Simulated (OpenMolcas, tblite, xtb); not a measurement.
## A ladder of methods for C2H5AlF (SMILES [CH2][Al]([CH3])[F])

The species is C2H5AlF (9 atoms), meant as a doublet with charge 0. SMILES: `[CH2][Al]([CH3])[F]`. The shape is that of a PBE0-D4/def2-TZVP optimisation. This is one conformer, not always the lowest.

```xyz
9

C    -0.6864    1.5875   -0.8200
Al   -0.1128   -0.2287   -0.5965
C     0.6071   -1.0023    1.0293
F    -0.2532   -1.2094   -1.9247
H    -1.0868    1.9892   -1.7488
H    -0.6490    2.3368   -0.0310
H    -0.0093   -1.8398    1.3706
H     1.6112   -1.4034    0.8601
H     0.6679   -0.2763    1.8437
```

Each level gives the energy change with the Al2–F4 bond stretched from 1.657 to 1.906 Å (eV). The values are calculated.

```tsv
level	kind	program	value (eV)	less CCSD(T)/def2-SVP	CPU time (all runs)
IPEA1-xTB	semi-empirical	tblite	0.33	-0.20	under 2 s
GFN0-xTB	semi-empirical	xtb	0.27	-0.26	under 2 s
UHF/def2-SVP	Hartree–Fock	OpenMolcas	0.63	+0.10	17 s
USVWN5/def2-SVP	LDA	OpenMolcas	0.56	+0.03	61 s
UBLYP/def2-SVP	GGA	OpenMolcas	0.43	-0.10	99 s
UM06-L/def2-SVP	meta-GGA	OpenMolcas	0.53	0.00	2.1 min
UBHLYP/def2-SVP	global hybrid	OpenMolcas	0.62	+0.09	86 s
ROCCSD(T)/def2-SVP	coupled cluster or CI	OpenMolcas	0.53	0.00	2.1 min
```

Differences are taken from ROCCSD(T)/def2-SVP for orientation; it has basis-set and higher-order errors of its own. The first shape isn't each level's own minimum. The values span 0.27 to 0.63 eV. Times are those of the runs behind each value, whatever else they computed, on shared processors of several kinds: orders of magnitude only.

Stretching the Al–F bond costs 0.53 eV with coupled cluster. M06-L matches this, and LDA comes close at 0.56 eV. Hartree–Fock and BHLYP make the stretch dearer, while BLYP and especially the two tight-binding methods make it too cheap. The cost is substantial for so modest an elongation because the bond is short and strongly polar: electropositive aluminium and fluoride-like fluorine attract each other electrostatically, with some donation from the fluorine lone pairs into the formally empty aluminium p orbital. The unpaired electron probably sits mainly on the CH2 carbon, so the stretch does not break the bond that carries the radical character.

The order of the methods need not be one of bond stiffness, since a level that prefers a longer Al–F bond, as BLYP probably does, starts further up the compressed side of its own curve and so pays less for the same stretch. A single energy difference cannot separate that shift from a softer force constant, nor does it give the bond dissociation energy.
